Among the wave-function rows, the one closest to the measured atomization energy of P₂ is RMP2, plain second-order perturbation theory, with a miss of -100.9 kJ/mol. RCCSDTQ, a coupled-cluster calculation carried through quadruple excitations, misses by -107.0 kJ/mol. A crude treatment of electron correlation thus seems to beat a nearly complete one. The way out of this puzzle also explains most of the other rows: an atomization energy is a difference, and a level can be wrong in the molecule, in the atoms, or in both by the same amount.

Atomization energy of P₂ (neutral singlet) at various levels of theory, computed with Ansatz 0.2.0 in the 6-31G* basis at the MP2(full)/6-31G* geometry, without relativity and with cores frozen in correlation treatments. The measured reference is 490.5 kJ/mol, with zero-point and thermal terms removed.

| level | computed less measured atomization energy (kJ/mol) | rough wall time (s) |
| --- | --- | --- |
| RHF | -385.5 | 0.9 |
| UHF | -346.8 | 0.9 |
| RMP2 | -100.9 | n/a |
| UMP2 | -203.3 | n/a |
| CISD | -197.7 | 1 |
| RCCSD | -142.6 | n/a |
| UCCSD | -146.9 | n/a |
| RCCSD(T) | -111.3 | 0.5 |
| UCCSD(T) | -117.8 | 7 |
| BCCD(T) | -111.2 | 0.8 |
| RCCSDT | -111.6 | n/a |
| UCCSDT | -112.2 | n/a |
| CISDTQ | -115.1 | 40 |
| RCCSDT(Q) | -106.5 | 4 |
| UCCSDT(Q) | -107.3 | 20 |
| RCCSDTQ | -107.0 | 40 |
| UCCSDTQ | -107.1 | 60 |
| CASSCF valence | -120.6 | n/a |
| NEVPT2 valence | -104.3 | 1 |
| MRCISD valence | -125.6 | n/a |
| MRCISD+Q valence | -114.1 | 6 |
| PBE | -9.2 | 2 |
| r2SCAN | -49.8 | 8 |
| PBE0 | -59.1 | 2 |
| B3LYP | -38.2 | 3 |
| CAM-B3LYP | -66.6 | 3 |
| wB97X-V | -41.7 | 7 |
| wB97M-V | -28.5 | 4 |
| B2PLYP | -50.2 | 4 |
| RPA-PBE | -76.9 | 0.9 |

A negative miss means that the molecule comes out too weakly bound, which is so in every row. R and U stand for restricted and unrestricted reference determinants, the latter with different orbitals for the two spins. CI is configuration interaction and CC coupled cluster; S, D, T and Q count the electrons excited together, and brackets mark a perturbative estimate. CASSCF mixes all arrangements of the valence electrons in the valence orbitals, and NEVPT2 and MRCISD add further correlation to it. The wall times come from shared machines and do not rank the methods.

### Where the correlation ladder ends

The coupled-cluster rows converge, but not to the measured value. RCCSD binds P₂ by 35.6 kJ/mol less than RCCSDTQ does, and the perturbative triples of RCCSD(T) reduce this shortfall to 4.3 kJ/mol. At full quadruples, the restricted and unrestricted versions agree within 0.1 kJ/mol. RCCSDTQ can therefore serve as the nearly exact answer within this basis, and the 107 kJ/mol that remain are not chiefly a matter of higher excitations.

The triples matter because P₂ has three bonds in the same region of space. When the two electrons of one bond move apart, an electron of a neighbouring bond responds. A correlated pair together with this response is a triple excitation that no product of simpler excitations can replace.

What is left must come from something that the coupled-cluster rows share. The well-known main cause is the small 6-31G* basis, although a table with a single basis cannot prove it. The rows also share frozen cores and a slightly too long bond, taken from an MP2 calculation, but these matter far less. In a free phosphorus atom the three 3p electrons have parallel spins, and the exclusion principle already keeps them apart. In the molecule they form three pairs of opposite spin, whose electrons come close and must avoid each other by correlation. Describing that motion takes functions of high angular momentum, and one set of d functions is a poor supply, so the molecule loses more than the atoms. The Hartree–Fock part of the bond can suffer as well, because its orbitals also need polarization functions to take their best shape.

### Why RMP2 looks better than it is

Let $\Delta$ be the energy by which a level lies above a near-complete reference. The error in the atomization energy $D$ is then

$$D_{\text{level}}-D_{\text{ref}}=\Delta_{\text{atoms}}-\Delta_{\text{molecule}}.$$

The reference here is RCCSDT(Q), whose miss differs from that of RCCSDTQ by only 0.5 kJ/mol. The molecular total energies of the same calculations give $\Delta_{\text{molecule}}$, and the atomization energies then fix $\Delta_{\text{atoms}}$.

For RMP2 the molecule lies 84.5 kJ/mol too high and the two atoms together 90.1 kJ/mol too high. These are large errors, but they nearly cancel, and only 5.6 kJ/mol of extra binding survives. That small surplus happens to offset a little of the basis error. RMP2 is therefore closer to the measured value because two errors have opposite signs, not because it describes the electrons better.

### Why UMP2 fails

The same second-order formula on an unrestricted determinant gives one of the worst results in the table. The unrestricted determinant lets electrons of opposite spin drift towards opposite atoms, which lowers the energy of the molecule and raises the Hartree–Fock binding by 38.7 kJ/mol. The price is a broken spin symmetry: the expectation value of $S^2$ is 0.91, where a singlet has zero. An unrestricted calculation can also slip into a state of higher spin altogether, but the agreement of UCCSDTQ with RCCSDTQ speaks against that here. The restricted determinant is a pure singlet, but the stability test finds it at a saddle point, not a minimum: its energy falls as soon as the two spins may use different orbitals.

Second-order theory does not repair this damage. On the unrestricted determinant it finds 141.2 kJ/mol less correlation energy in the molecule than on the restricted one, far more than the determinant had gained. UMP2 ends up 102.4 kJ/mol below RMP2 in binding. The atoms play no part in this, since their energy error is the same in both rows.

Coupled cluster recovers because its single excitations can turn the orbitals back towards a better determinant. They are put to use: the largest single-excitation amplitude in UCCSD(T) is 0.24, against 0.03 in RCCSD(T). Second-order theory has no such freedom, because single excitations do not contribute to its energy for a converged Hartree–Fock determinant. Even so, UCCSD(T) still lies 6.5 kJ/mol below RCCSD(T), and the difference shrinks to 0.6 kJ/mol only when the triples are treated in full.

### What Hartree–Fock lacks

RHF yields an atomization energy of only 105 kJ/mol, and correlation up to RCCSDTQ adds 278.5 kJ/mol. The reason lies in how a doubly occupied bonding orbital spreads its electrons. It places both on the same atom about as often as one on each, although repulsion disfavours the first arrangement. Three bonds pay this penalty at once, while the separated atoms pay none of it.

CASSCF reduces the penalty by mixing in antibonding orbitals, so that the two electrons of a bond are found on opposite atoms more often. This alone restores 95 % of the binding that correlation adds in this basis. The free atom gains nothing from the same treatment, because its quartet ground state has only one suitable arrangement of five electrons in the 3s and 3p orbitals. The whole gain therefore goes into the bond.

A large energy effect does not make P₂ a diradical. In the CISD wave function each bonding π orbital still holds 1.93 electrons and each antibonding one 0.07. The high CASSCF share is also partly a product of the small basis, which stunts the short-range correlation that CASSCF leaves out.

### Why more configuration interaction can bind less

CISD allows at most two electrons to be excited at a time. For a single phosphorus atom this is nearly enough: two atoms together lie only 9.4 kJ/mol above the reference. In the molecule the shortfall is 100.6 kJ/mol. Unlike the errors of RMP2, those of CISD do not cancel.

The picture is simple. Two separate atoms, each calculated on its own, may both be doubly excited at the same moment. In the molecule, the same event counts as a quadruple excitation and is forbidden. CISD thus treats the fragments more generously than the whole, which is what is meant by a lack of size consistency.

The cost of the forbidden events can be estimated without any fitted constant. If a fraction $w$ of the wave function lies outside the starting determinant, a second pair is barred from being excited during roughly that fraction of the time. The energy lost is then about $w$ times the correlation energy $E_{\text{corr}}$ already found, which is the Davidson correction:

$$E_{\text{lost}}\approx w\,E_{\text{corr}}.$$

The fraction $w$ follows from the occupations of the natural orbitals of CISD. The five bonding and lone-pair orbitals together hold 9.7545 of the ten correlated electrons. A double excitation leaves two holes, so $w=(10-9.7545)/2\approx0.123$. Single excitations, which leave only one hole, are neglected here.

The CISD correlation energy of the molecule is 5.87 eV, or 566 kJ/mol, and the estimate becomes

$$E_{\text{lost}}\approx0.1227\times566\ \text{kJ/mol}\approx69.5\ \text{kJ/mol}.$$

RCCSD includes the simultaneous pairs as products of double excitations, and it lowers the molecule by 57.8 kJ/mol relative to CISD. The estimate is about 20 % above this value, which is fair for a formula that ignores how pairs compete for the same orbitals. It does not cover the remaining $100.6-57.8=42.8$ kJ/mol, which RCCSD also lacks and which comes mainly from triples.

The same reasoning accounts for two smaller oddities. CISDTQ, although it includes quadruples, binds 8.1 kJ/mol less than RCCSDTQ, because it still forbids larger products of excitations. MRCISD binds 5.0 kJ/mol less than the CASSCF on which it is built, since its added correlation favours the separate atoms. A Davidson-type correction, marked +Q, gives back 11.5 kJ/mol. This reading assumes that CASSCF found its lowest solution, which the energies alone do not guarantee.

### Why PBE comes closest

The density functionals reach the bond by another route. PBE binds P₂ by 97.8 kJ/mol more than RCCSDTQ in the same basis and ends 9.2 kJ/mol short of the measured value. Its approximate exchange keeps the hole around an electron close to that electron, as if the other electron of the bond had moved to the far atom. It thereby imitates the correlation that CASSCF has to build from antibonding orbitals.

Replacing a quarter of this exchange by exact exchange turns PBE into PBE0 and removes 49.9 kJ/mol of binding. This is the cleanest comparison among the functionals, because the correlation part and the basis stay the same. CAM-B3LYP, with more exact exchange at long range than B3LYP, also binds less, by 28.4 kJ/mol. The amount of exact exchange does not settle the order alone: r2SCAN contains none and still misses by -49.8 kJ/mol.

The basis also weighs less heavily on such functionals. PBE computes its correlation energy from the density and needs no empty orbitals to describe how electrons avoid each other. RPA-PBE does need them, and it has the largest miss of the functional rows, at -76.9 kJ/mol; the small basis is a likely reason, though RPA is also known to underbind by itself. PBE, for its part, is known to overbind P₂ in large basis sets. Its small miss here is again a cancellation, this time between overbinding and an incomplete basis.

The distance from the measured value therefore does not rank these methods. Within the wave-function family, the distance from RCCSDTQ is the better guide, provided that the errors of molecule and atoms are examined separately. The open question is how the remaining 107 kJ/mol divide between the Hartree–Fock part of the bond and the correlation part as the basis grows. RHF and RCCSD(T), repeated in larger basis sets, would answer it.
